\section*{How the exact density dies away: a seminar talk, with questions}

At a nucleus the density has a cusp fixed by the nuclear charge alone. Today I go to the other end and derive, for a finite system of $N$ electrons and total nuclear charge $Z$,
\begin{equation}
\rho(\mathbf r)\sim A(\hat{\mathbf r})\,r^{2b}e^{-2kr},\qquad k=\sqrt{2I},\qquad b=\frac{Z-N+1}{k}-1 ,
\label{law}
\end{equation}
and then put numbers on it for H$^-$, where $b=-1$.

\subsection*{Premises and conventions}

I use Hartree atomic units, clamped point nuclei near the origin, and the nonrelativistic Hamiltonian. A coordinate $x=(\mathbf r,\sigma)$ includes spin. Singling out electron 1, at $\mathbf r$,
\begin{equation}
H_N=-\tfrac12\nabla^2+v(\mathbf r)+H_{N-1}+W(\mathbf r),\qquad W=\sum_{j=2}^N\frac{1}{|\mathbf r-\mathbf r_j|},
\end{equation}
with $v=-\sum_A Z_A/|\mathbf r-\mathbf R_A|$ and $Z=\sum_A Z_A$. The eigenstates of $H_{N-1}$ are $\Phi_n$, with energies $E_n^{N-1}$ and gaps $\Delta_n=E_n^{N-1}-E_0^{N-1}$; sums over $n$ include the continuum. I call the $(N-1)$-electron system the core. There are four premises.
(P1) $\Psi$ is a normalised eigenstate with energy $E^N$, and $I=E_0^{N-1}-E^N>0$.
(P2) $\rho=N\sum_\sigma\int|\Psi|^2dx_2\cdots dx_N$ is continuous, positive, and tends to zero at infinity.
(P3) The core ground level is bound and a gap $\Delta_1>0$ lies above it; I first treat it as nondegenerate.
(P4) The core ground state is reached by removing one electron from $\Psi$, and the decaying free solution in that channel has a nonzero coefficient.

\subsection*{Step 1: an exact equation for $\sqrt\rho$}

Put $u=\sqrt\rho$ and factorise $\Psi=N^{-1/2}u(\mathbf r)\,\Phi(\sigma,x_2,\dots,x_N;\mathbf r)$. Let angle brackets denote the sum over $\sigma$ and integration over $x_2,\dots,x_N$. By the definition of $\rho$, $\langle\Phi|\Phi\rangle=1$ at every $\mathbf r$: $\Phi$ is the conditional amplitude of the other electrons. Differentiating the normalisation once and twice,
\begin{equation}
\mathrm{Re}\langle\Phi|\nabla\Phi\rangle=0,\qquad \mathrm{Re}\langle\Phi|\nabla^2\Phi\rangle=-\langle\nabla\Phi|\nabla\Phi\rangle .
\end{equation}
Now insert $\nabla^2(u\Phi)=\Phi\nabla^2u+2\nabla u\cdot\nabla\Phi+u\nabla^2\Phi$ in $H_N\Psi=E^N\Psi$, project on $\Phi$, and take the real part. The cross term drops. Subtracting $E_0^{N-1}u$ from both sides,
\begin{equation}
\Big[-\tfrac12\nabla^2+v+v_{\rm eff}\Big]u=-I\,u,
\label{lps}
\end{equation}
\begin{equation}
v_{\rm eff}=\tfrac12\langle\nabla\Phi|\nabla\Phi\rangle+\langle\Phi|H_{N-1}-E_0^{N-1}|\Phi\rangle+\langle\Phi|W|\Phi\rangle .
\label{veff}
\end{equation}
This is the equation of Levy, Perdew and Sahni (1984). Each of the three terms is nonnegative: the first is a norm, the third averages a positive operator, and the second obeys the variational principle because $\Phi$ is antisymmetric in electrons $2,\dots,N$.

\emph{Question: Does the same equation contain the nuclear cusp?}

It does. At nucleus $A$ the potential $v_{\rm eff}$ stays bounded. With the spherical average $u\approx u_0(1+as)$ at distance $s$, the Laplacian gives $2au_0/s$, and the singular terms $-a/s-Z_A/s$ cancel only for $a=-Z_A$. Cusp and tail are the two ends of Eq.~(\ref{lps}).

\subsection*{Step 2: a strict upper bound}

Choose any $\kappa<k$. Since $v\to0$, there is a radius $R_\kappa$ beyond which $2(I+v)\ge\kappa^2$, and with $v_{\rm eff}\ge0$ we have $\nabla^2u\ge\kappa^2u$ there. The function $g=Ce^{-\kappa r}$ has $\nabla^2g=(\kappa^2-2\kappa/r)g\le\kappa^2g$. Take $C$ so large that $g\ge u$ on the sphere $r=R_\kappa$. The difference $d=u-g$ obeys $\nabla^2d\ge\kappa^2d$, is nonpositive on the sphere, and vanishes at infinity. If it were positive somewhere it would have a positive interior maximum, where $\nabla^2d\le0<\kappa^2d$, a contradiction. Hence $\rho\le C^2e^{-2\kappa r}$ for every $\kappa<\sqrt{2I}$. The inequality behind this bound is due to M. and T. Hoffmann-Ostenhof (1977).

The bound cannot give the power. We discarded $\langle W\rangle$, so the outgoing electron sees the bare charge $Z$ and no screening. To find $v_{\rm eff}$ we need $\Phi$ itself.

\subsection*{Step 3: Dyson amplitudes}

Define $f_n(x)=\sqrt N\int\Phi_n^*(x_2,\dots,x_N)\Psi(x,x_2,\dots,x_N)\,dx_2\cdots dx_N$. Completeness of the $\Phi_n$ gives
\begin{equation}
\rho(\mathbf r)=\sum_{n,\sigma}|f_n(x)|^2,\qquad \gamma(x,x')=\sum_n f_n(x)f_n^*(x'),
\end{equation}
where $\gamma$ is the one-particle density matrix, and $\Phi=\sum_n(f_n/u)\,\Phi_n$. Projecting the Schr\"odinger equation on $\Phi_n$ gives, exactly,
\begin{equation}
\Big[-\tfrac12\nabla^2+v+I+\Delta_n\Big]f_n+\sum_mW_{nm}(\mathbf r)f_m=0,
\label{dyson}
\end{equation}
with $W_{nm}$ the matrix element of $W$ between $\Phi_n$ and $\Phi_m$.

\emph{Question: Where is exchange? There is no nonlocal term.}

We expanded in core states for electrons $2,\dots,N$ and used only the Schr\"odinger equation. The antisymmetry between electron 1 and the rest is a property of the solution and is carried by the whole set $f_n$, continuum included. No term is missing.

For $r>r_j$ the Legendre expansion is $1/|\mathbf r-\mathbf r_j|=1/r+\hat{\mathbf r}\cdot\mathbf r_j/r^2+O(r^{-3})$. Acting on $\Phi_0$, which is exponentially localised by Step 2 applied to the core, the region $r_j>r$ has exponentially small weight. Thus
\begin{equation}
W_{n0}=\frac{N-1}{r}\delta_{n0}+\frac{d_n}{r^2}+O(r^{-3}),\qquad d_n=\hat{\mathbf r}\cdot\langle\Phi_n|\textstyle\sum_j\mathbf r_j|\Phi_0\rangle .
\end{equation}
The monopole is the same in every channel. Together with $v=-Z/r+O(r^{-2})$ it makes $-Q/r$, where $Q=Z-N+1$ is the charge of the core. Let $L=-\tfrac12\nabla^2-Q/r+I$.

\subsection*{Step 4: the excited channels are slaved}

For $n\ne0$ Eq.~(\ref{dyson}) reads $(L+\Delta_n)f_n=-W_{n0}f_0$, up to multipole terms among the excited channels, which carry an extra $r^{-2}$. A solution is a homogeneous piece plus a driven piece. The homogeneous piece falls like $e^{-k_nr}$ with $k_n=\sqrt{2(I+\Delta_n)}>k$. The driven piece follows from expanding $(L+\Delta_n)^{-1}=\Delta_n^{-1}-\Delta_n^{-2}L+\cdots$ and using
\begin{equation}
L(W_{n0}f_0)=W_{n0}Lf_0-\nabla W_{n0}\cdot\nabla f_0-\tfrac12f_0\nabla^2W_{n0}.
\end{equation}
The last term vanishes because multipole potentials are harmonic. In the first, $Lf_0=O(r^{-2})f_0$ by the $n=0$ equation. In the second, $\partial_rf_0\approx-kf_0$ and $\partial_rW_{n0}\approx-2W_{n0}/r$. Each application of $L$ therefore costs at least one power of $1/r$, and the dipole part is
\begin{equation}
c_n\equiv\frac{f_n}{f_0}=-\frac{d_n}{\Delta_nr^2}\Big[1+\frac{2k}{\Delta_nr}+O(r^{-2})\Big],
\label{slave}
\end{equation}
to which higher multipoles add terms from $r^{-3}$ on. The gap (P3) makes the sum converge: $\sum_{n\neq0}|d_n|^2/\Delta_n^2\le\Delta_1^{-2}\sum_n|d_n|^2$, which is finite. So
\begin{equation}
\rho=\sum_\sigma|f_0|^2\Big[1+\frac{B}{r^4}+O(r^{-5})\Big],\qquad B=\sum_{n\ne0}\frac{|d_n|^2}{\Delta_n^2},
\end{equation}
and the conditional amplitude collapses onto the core ground state, with a remainder of order $r^{-2}$.

\emph{Question: I would have guessed that $f_n$ decays with its own ionisation energy $I+\Delta_n$.}

Only the homogeneous piece does. An amplitude that is coupled to $f_0$ by a multipole inherits the slow exponent $k$ and is smaller only by a power of $r$, a point made by Katriel and Davidson (1980). Physically the distant electron polarises the core, and the $c_n$ are the first-order coefficients of that polarisation.

\emph{Question: You assumed that $f_0$ dominates and then confirmed it. Is that a proof?}

It is a dominant-balance argument: the ordering is self-consistent, it saturates the strict bound of Step 2, and (P4) excludes the case in which the slow solution is absent. It is not a theorem for every $N$. For the ground state of a two-electron atom the spatial wave function and the $1s$ core are both positive, so $f_0>0$, and upper and lower bounds with the power and exponent of Eq.~(\ref{law}) were proved by Ahlrichs, M. and T. Hoffmann-Ostenhof, and Morgan (1981).

\subsection*{Step 5: the radial equation}

In the $n=0$ equation the feedback $\sum_nW_{0n}f_n$ is $O(r^{-4})f_0$. What remains is $-Q/r$ and, if the core has a permanent dipole about the origin, a term in $r^{-2}$. Diagonalise the angular operator that multiplies $r^{-2}$, namely the squared angular momentum plus twice the dipole term. Its eigenvalues $\lambda$ are $l(l+1)$ when the dipole vanishes. Each radial component $y=rf$ obeys
\begin{equation}
y''=\Big[k^2-\frac{2Q}{r}+\frac{\lambda}{r^2}+O(r^{-3})\Big]y .
\end{equation}
Of the two solutions, normalisability keeps the decaying one. Try $y=e^{-kr}r^\nu(1+c/r+\cdots)$ and use
\begin{equation}
(r^se^{-kr})''=\Big[k^2-\frac{2ks}{r}+\frac{s(s-1)}{r^2}\Big]r^se^{-kr}
\end{equation}
for $s=\nu$ and $s=\nu-1$. Order $r^0$ holds with $k^2=2I$. Order $r^{-1}$ gives $-2k\nu+ck^2=-2Q+ck^2$. Order $r^{-2}$ gives $\nu(\nu-1)-2k(\nu-1)c=\lambda-2Qc$. Therefore
\begin{equation}
\nu=\frac Qk,\qquad c=\frac{\lambda-\nu(\nu-1)}{2k}.
\label{nu}
\end{equation}
The power $\nu$ does not depend on $\lambda$, so all angular components share the factor $r^{\nu-1}e^{-kr}$, and their coefficients add up to one angular function. Squaring gives Eq.~(\ref{law}) with $b=\nu-1$ and a relative correction $O(1/r)$. The prefactor $A$ is fixed by the interior and no asymptotic argument supplies it.

Hydrogen tests this. For $1s$, $Q=k=1$, so $b=0$ and $c=0$, which is $e^{-2r}$. For $2s$, $k=\tfrac12$, $\nu=2$, $c=-2$, and indeed $r(1-r/2)e^{-r/2}\propto r^2(1-2/r)e^{-r/2}$.

\emph{Question: What does this say about the density matrix?}

By Eq.~(\ref{slave}), when both arguments are far out $\gamma(x,x')\to f_0(x)f_0^*(x')$, summed over the components of a degenerate core level. When $\Psi$ has a definite spin projection and the core level is nondegenerate or degenerate in spin alone, as in H$^-$, one amplitude survives for each spin and $\gamma$ looks like the density matrix of a single orbital. A spatially degenerate core leaves several independent amplitudes per spin: for F$^-$, whose core is F($^2P$), the sum runs over three $p$-type amplitudes and has rank three. If only $x$ is far, $\gamma$ still carries $e^{-kr}$. A natural orbital satisfies $n_i\varphi_i(x)=\int\gamma(x,x')\varphi_i(x')dx'=\sum_nf_n(x)\langle f_n|\varphi_i\rangle$, so natural orbitals of nonzero occupation generically share the exponent $k$, a conclusion that goes back to Morrell, Parr and Levy (1975).

\subsection*{The setting: H$^-$}

Here $Z=1$, $N=2$, $Q=0$. The state is $^1S$, so the spin factors out, the core is H($1s$), and $\lambda=0$. Then $\nu=0$, $b=-1$ and $c=0$:
\begin{equation}
\rho\sim A\,\frac{e^{-2kr}}{r^2},\qquad 4\pi r^2\rho\sim4\pi A\,e^{-2kr}.
\end{equation}
The radial density is a pure exponential, as for a particle bound by a short-range well. With the $1/r$ correction absent, the first correction comes from polarisation, and Eq.~(\ref{veff}) delivers it. Put Eq.~(\ref{slave}) into the last two terms:
\begin{equation}
\sum_n\Delta_n c_n^2+\frac1r+2\sum_nc_n\frac{d_n}{r^2}=\frac1r-\frac{\alpha}{2r^4}+O(r^{-6}),\qquad \frac\alpha2=\sum_{n\ne0}\frac{d_n^2}{\Delta_n}.
\end{equation}
The first sum gives $+\alpha/2r^4$ and the second $-\alpha/r^4$. No $r^{-5}$ term appears, because the expression is stationary in $c_n$ at $c_n=-d_n/\Delta_nr^2$. The $1/r$ cancels the nuclear attraction.

The sums are elementary. Let $\phi=\pi^{-1/2}e^{-s}$ be the $1s$ orbital in the core coordinate $s$, $z$ its component along $\hat{\mathbf r}$, and $h$ the hydrogen Hamiltonian. Direct differentiation gives $(h+\tfrac12)g_1\phi=z\phi$ for $g_1=z(1+s/2)$, and $(h+\tfrac12)g_2\phi=g_1\phi$ for $g_2=z(\tfrac{11}6+\tfrac{11}{12}s+\tfrac16s^2)$. Averaging over $\phi^2$, with the angular factor $\tfrac13$,
\begin{equation}
\alpha=2\,\overline{zg_1}=\tfrac92,\qquad B=\overline{g_1^2}=\tfrac{43}8,\qquad \sum_{n\ne0}\frac{d_n^2}{\Delta_n^3}=\overline{g_1g_2}=\tfrac{319}{24}.
\end{equation}

With $ru=e^{-kr}w$, Eq.~(\ref{lps}) becomes $w''-2kw'=-\alpha w/r^4$. To first order set $w=1$ on the right. The solution for $w'$ that does not grow is $w'=\alpha\int_r^\infty e^{-2k(t-r)}t^{-4}dt$, and integrating with $w(\infty)=1$,
\begin{equation}
w-1=-\frac{\alpha}{2k}\int_r^\infty\frac{1-e^{-2k(t-r)}}{t^4}\,dt=-\frac{\alpha}{2kr^3}\Big[\frac13-e^{2kr}E_4(2kr)\Big],
\label{w}
\end{equation}
where $E_4(\xi)=\int_1^\infty e^{-\xi t}t^{-4}dt$. For $2kr\gg1$ this tends to $-\alpha/(6kr^3)$.

\emph{Question: How large are the $r^{-6}$ terms you dropped?}

There are three. The gradient term is $\tfrac12B\sum_i|\nabla(x_i/r^3)|^2$; the tensor $\partial_j(x_i/r^3)$ has eigenvalues $(1,1,-2)/r^3$, so the term is $3B/r^6=\tfrac{129}{8}r^{-6}$. The quadrupole coupling $s^2P_2/r^3$, with $P_2$ the Legendre polynomial of $z/s$, has the response function $(s^2/2+s^3/3)P_2$ and gives $-\tfrac{15}2r^{-6}$. The bracket in Eq.~(\ref{slave}) moves $c_n$ off the stationary point at the cost $4k^2\cdot\tfrac{319}{24}\,r^{-6}$. I add them up below.

\subsection*{Numerical illustration}

One input is needed. I take the approximate clamped-nucleus energy $E(\mathrm H^-)\approx-0.52775\,E_h$ as given; the core energy is exactly $-\tfrac12E_h$. Then
\begin{equation}
I=0.02775\,E_h=0.755\ \mathrm{eV},\qquad k=0.2356\ a_0^{-1},\qquad \frac1{2k}=2.12\ a_0 .
\end{equation}
Between $r=10$ and $20\,a_0$ the exponent changes by $20k=4.712$, so the radial density falls by $e^{-20k}=8.99\times10^{-3}$, and
\begin{equation}
\frac{\rho(20)}{\rho(10)}=\frac14e^{-20k}=2.247\times10^{-3}.
\end{equation}
The power contributes a factor of four. With the unscreened charge, $b$ would be $1/k-1=3.24$ in place of $-1$.

Suppose someone fits a pure exponential to the tail. The local slope is $-\tfrac12\,d\ln\rho/dr=k+1/r$, and the apparent ionisation energy is $I_{\rm app}=\tfrac12(k+1/r)^2$. The last column is the relative polarisation correction to $\rho$ from Eq.~(\ref{w}).
\begin{center}
\begin{tabular}{cccc}
$r/a_0$ & $k+1/r$ & $I_{\rm app}/I$ & $2(w-1)$\\ \hline
10 & 0.3356 & 2.03 & $-4.1\times10^{-3}$\\
20 & 0.2856 & 1.47 & $-6.1\times10^{-4}$
\end{tabular}
\end{center}
The fit overestimates $I$ twofold at $10\,a_0$ and comes within 10 per cent only beyond $87\,a_0$. Fitting $r^2\rho$ removes the problem. Note also that the limiting form $-\alpha/(6kr^3)=-3.18/r^3$ would put $-6.4\times10^{-3}$ in the first row: the series in $1/(2kr)$ is slow, and the integral should be used.

Now the neglected terms at $10\,a_0$. Polarisation raises the density ratio by 0.3 per cent. The third $r^{-6}$ coefficient is 2.95 and the three sum to $+11.6$, which is 5 per cent of the magnitude $2.25\times10^{-4}E_h$ of the polarisation potential, with opposite sign. The excited channels hold the fraction $B/r^4=5.4\times10^{-4}$ of the density; Eq.~(\ref{w}) refers to $\sqrt\rho$ and already includes them. The bracket in Eq.~(\ref{slave}) departs from unity by 0.13 for the lowest gap $\Delta_1=\tfrac38$. The homogeneous piece of that channel has $k_1=0.8975$ and carries $e^{-10(k_1-k)}=1.3\times10^{-3}$ relative to $f_0$. To first order it enters $\rho$ multiplied by a driven coefficient of size $\sqrt B/r^2=0.023$, which leaves about $3\times10^{-5}$ times an interior amplitude ratio that I have not computed. Rounding the input by $5\times10^{-6}E_h$ shifts the density ratio by $4\times10^{-4}$ of itself.

\emph{Question: And the finite proton mass?}

It changes $k$ by a relative amount of order $m_e/m_p=5.4\times10^{-4}$, and so the ratio by something of order $20k\,m_e/m_p$, again 0.3 per cent. That rivals the polarisation correction. The ratio is therefore the clamped-nucleus model's number, resting on an assumed energy. Its fourth figure belongs to the formula, and the third is already uncertain by about one unit.

\emph{Question: What does this ask of a Gaussian basis?}

A finite Gaussian expansion ends as its most diffuse primitive $e^{-\zeta r^2}$, apart from a power, and its logarithmic slope $2\zeta r$ grows without limit, so it can follow Eq.~(\ref{law}) only on a finite interval. To have the right slope still at radius $r$ one needs $2\zeta r\lesssim k+1/r$; at $20\,a_0$ in our model that means $\zeta\lesssim0.0071\,a_0^{-2}$. A correlation factor of short range in $r_{12}$ repairs the electron--electron cusp, but it has died out when one electron is far from the others, so diffuse functions remain necessary.

\subsection*{Range of validity}

Steps 1 and 2 are exact under (P1) and (P2). Steps 3 to 5 give an asymptotic statement with these limits.

\emph{Which $I$.} It is the vertical energy, at fixed nuclei, to the lowest core level with a nonvanishing Dyson amplitude. A state of spin $S$ reaches only $S\pm\tfrac12$, and spatial symmetry can also forbid the lowest level. The even-parity $2p^2\,{}^3P$ state of H$^-$ shows this: a $1s$ core with an outer electron of $l=1$ has odd parity, so $f_0\equiv0$, and the tail is set by the $n=2$ level of hydrogen.

\emph{Degeneracy.} For a degenerate core level $f_0$ becomes a vector and the $r^{-2}$ term a matrix. Only $\lambda$ is affected, so $k$ and $b$ stand. For nearly degenerate levels Eq.~(\ref{slave}) needs $r\gg k/\Delta_1$, and the homogeneous pieces need $r\gg1/(k_1-k)$.

\emph{Directions.} Where $A(\hat{\mathbf r})$ vanishes, as on a nodal plane of $f_0$, subleading terms take over and Eq.~(\ref{law}) does not give the power; the spherical average obeys it.

\emph{Radii.} One needs $r$ well outside the core and the nuclear frame, and $r\gg|c|$ from Eq.~(\ref{nu}). For H$^-$, where $c=0$, the condition is $r^3\gg\alpha/6k$, and the estimates above place the law within half a per cent at $10\,a_0$.

\emph{Systems.} The derivation needs $I>0$ and a finite system. It says nothing about resonances, and it does not carry over to solids and surfaces, where the core has no gap or no finite extent. Relativistic effects, nuclear motion and external fields lie outside the premises.